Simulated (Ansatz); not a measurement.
Ligand exchange: GaH3 + GeH2I2 → GaH2I + GeH3I

Species: GaH3 `[GaH3]`, singlet; GeH2I2 `[I][GeH2][I]`, singlet; GaH2I `[GaH2][I]`, singlet; GeH3I `[GeH3][I]`, singlet. The partners trade H for I: Ga–H and Ge–I bonds give way to Ga–I and Ge–H.

Shapes, held fixed at every level: PBE0-D4/def2-TZVP. Programs: Ansatz 0.2.0. The zero-point and thermal change to 298 K, harmonic and unscaled (PBE0-D4/def2-TZVP), is +3.0 kJ/mol.

Q: Estimate ΔH(298 K) of this reaction.

A: The highest level, CCSD(T)/def2-TZVPP, gives ΔH(298 K) = -62.6 kJ/mol; the levels span -70.4 to -56.6. The column of differences is taken from that level and isn't an error. No measured value is set beside it here. For atoms past krypton def2 sets carry core potentials with scalar relativity. Relativity is left out for Ga, Ge unless named. Correlated rows may include outer-core shells of Ga, Ge, I, which these sets cover unevenly.

```
               level                   kind  ΔH(298 K) (kJ/mol)  less CCSD(T)/def2-TZVPP
       HF/def2-TZVPP           Hartree–Fock               -70.4                     -7.8
    SPW92/def2-TZVPP                    LDA               -60.7                     +1.9
   PBE-D4/def2-TZVPP                    GGA               -56.6                     +6.0
r2SCAN-D4/def2-TZVPP               meta-GGA               -61.4                     +1.2
   B2PLYP/def2-TZVPP          double hybrid               -62.1                     +0.5
    CCSD(T)/def2-SVP  coupled cluster or CI               -68.5                     -5.9
  CCSD(T)/def2-TZVPP  coupled cluster or CI               -62.6                      0.0
```

Every level makes the exchange clearly exothermic: iodine prefers gallium and hydrogen prefers germanium. Gallium is the more electropositive of the two metals, so moving iodide onto it gains bond polarity, while the nearly covalent Ge–H bond replaces a weaker Ga–H bond. Three-coordinate gallium also has an empty p orbital that can accept iodine lone-pair density, an option that saturated germanium largely lacks; this probably adds a modest π contribution. The small positive thermal term fits the stiffer Ge–H stretch replacing Ga–H.

Hartree–Fock gives the most negative value, which suggests that correlation favours the reactant side, though the number and types of bonds are balanced enough for much of the error to cancel. Enlarging the coupled-cluster basis shifts the result from -68.5 to -62.6 kJ/mol, as much as changing between many of the methods, so the close match of B2PLYP is no proof of accuracy to that margin. The preference holds for isolated monomers; hydride- or iodide-bridged association of the gallanes could alter the balance in real samples.
